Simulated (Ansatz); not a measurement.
## Ti: pressure and energy change per atom as volume scale varies

Results calculated with Ansatz 0.2.0, not measured. Plane-wave DFT, scalar-relativistic PAW made under PBE with cores redone for the functional, no dispersion; the given relaxed cell is scaled uniformly, energy at zero smearing counts from the unscaled cell, pressure at the given Fermi-Dirac smearing is positive in compression.

The cell before it is scaled or strained (space group P6_3/mmc, No. 194):
```
CELL_PARAMETERS angstrom
2.96190 0.00000 0.00000
-1.48100 2.56510 0.00000
0.00000 0.00000 4.69010
ATOMIC_POSITIONS crystal
Ti 0.33333 0.66667 0.25000
Ti 0.66667 0.33333 0.75000
```

Settings of every row: spin polarised no; functional BLYP; wave cutoff 420 eV; smearing width 0.1 eV; k mesh 20x20x11.

Atom starting moment: 0 on all atoms.

```
row  volume scale  V (Å³/atom)  pressure (GPa)  energy change per atom (meV)
  1          0.88       15.679           16.84                         98.93
  2          0.92       16.391           10.13                         40.25
  3          0.96       17.104               ?                             ?
  4          1.04       18.529           -3.82                          9.86
  5          1.08       19.242           -6.97                          35.2
  6          1.12       19.955           -9.56                         73.31
```

Question: what pressure and energy change per atom should row 3 give?

Worked fit of pressure. Take u = (V_r/V)^(2/3) − 1 with V_r = 18.529 Å³ an atom, which is twice the finite (Eulerian) strain; such expansions in the strain, on which the Birch-Murnaghan equation of state is built, carry the rest volume and the bulk modulus. The shown rows have u = 0.11778, 0.08517, 0, -0.02486, -0.04823. Least squares give pressure = −3.833 + 135.025 × u + 342.85 × u² GPa; a straight line predicts inner rows, each left out in turn, worse (root mean square 0.97 against 0.033 GPa). The rows lie off it by 0.01, -0.02, 0.01, 0.01, -0.01. The pressure vanishes at u = 0.0266, or V = 17.81 Å³ an atom, and there the bulk modulus at fixed shape and fractions is B = −V dP/dV = (2/3)(1 + u) dP/du = 105 GPa. Letting shape and atoms relax would as a rule lower it, by much in layered, chain or molecular crystals. The withheld row has u = 0.0548, so the fit gives −3.833 + 135.025 × (0.0548) + 342.85 × (0.0548)² = 4.60 GPa.

The calculation gave 4.58 GPa. The fit lies 0.02 GPa (0.076 % of the column's range) above it; its largest miss of a shown row is 0.02 GPa.

Worked fit of energy change per atom. Take u = (V_r/V)^(2/3) − 1 with V_r = 18.529 Å³ an atom, which is twice the finite (Eulerian) strain; such expansions in the strain, on which the Birch-Murnaghan equation of state is built, carry the rest volume and the bulk modulus. The shown rows have u = 0.11778, 0.08517, 0, -0.02486, -0.04823. Least squares give energy change per atom = 10.036 − 708.443 × u + 12437.3 × u² meV; a straight line predicts inner rows, each left out in turn, worse (root mean square 35 against 0.46 meV). The rows lie off it by -0.20, 0.33, -0.18, -0.13, 0.17 (root mean square 0.21 meV). The withheld row has u = 0.0548, so the fit gives 10.036 − 708.443 × (0.0548) + 12437.3 × (0.0548)² = 8.56 meV.

The calculation gave 8.84 meV. The fit lies 0.28 meV (3.2 % of the value, 0.31 % of the column's range) below it; its largest miss of a shown row is 0.33 meV.
